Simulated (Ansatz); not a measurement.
# A series in volume scale on FeO

Free energy against uniform scaling of the volume at fixed shape and fractions; periodic cell, basis, potentials, k mesh and filling as listed. The results are calculated, by Ansatz 0.2.0.

The cell before it is scaled or strained (space group R-3m, No. 166):
```
cell vectors (Å)
   1.5239     0.8798     2.5280
  -1.5239     0.8798     2.5280
   0.0000    -1.7596     2.5280
atoms (fractions of the cell vectors)
Fe  0.00000  0.00000  0.00000
O   0.50000  0.50000  0.50000
```

Settings of every row: functional LDA; dispersion none; potentials PAW; wave cutoff 326.54 eV; density cutoff 1306.1 eV; k mesh 9x9x9; k shift 0x0x0; occupations gaussian; smearing width 0.1 eV; spin collinear; SCF threshold exponent -8.

Hubbard:
```csv
element,shell,u (eV),j (eV)
Fe,d,4,n/a
```

Limits: cutoff under the advised one; state may not be the lowest; stress loosely converged; with one magnetic atom in the cell only parallel moments are possible.

```csv
row,volume scale,V (Å³/atom),pressure (GPa),energy above lowest point (meV/atom)
1,0.9406,9.564,6.26,5.5
2,0.9703,9.866,-0.4,0
3,1,10.168,?,?
4,1.0297,10.47,-10.64,22.7
5,1.0594,10.772,-14.55,45.1
```

Question: what pressure should row 3 give?

Worked fit of pressure. Take u = (V_r/V)^(2/3) − 1 with V_r = 10.168 Å³ an atom, which is twice the finite (Eulerian) strain; such expansions in the strain, on which the Birch-Murnaghan equation of state is built, carry the rest volume and the bulk modulus. The shown rows have u = 0.04167, 0.0203, -0.01932, -0.03774. Least squares give pressure = −5.977 + 258.54 × u + 838.1 × u² GPa; a straight line predicts inner rows, each left out in turn, worse (root mean square 0.76 against 0.045 GPa). The rows lie off it by 0.01, -0.02, 0.02, -0.01. The withheld row has u = 0, so the fit gives −5.977 + 258.54 × (0) + 838.1 × (0)² = -5.98 GPa.

The calculation gave -5.98 GPa. The fit meets it to the printed digit.

The other values of row 3: energy above lowest point 6.3 meV/atom.
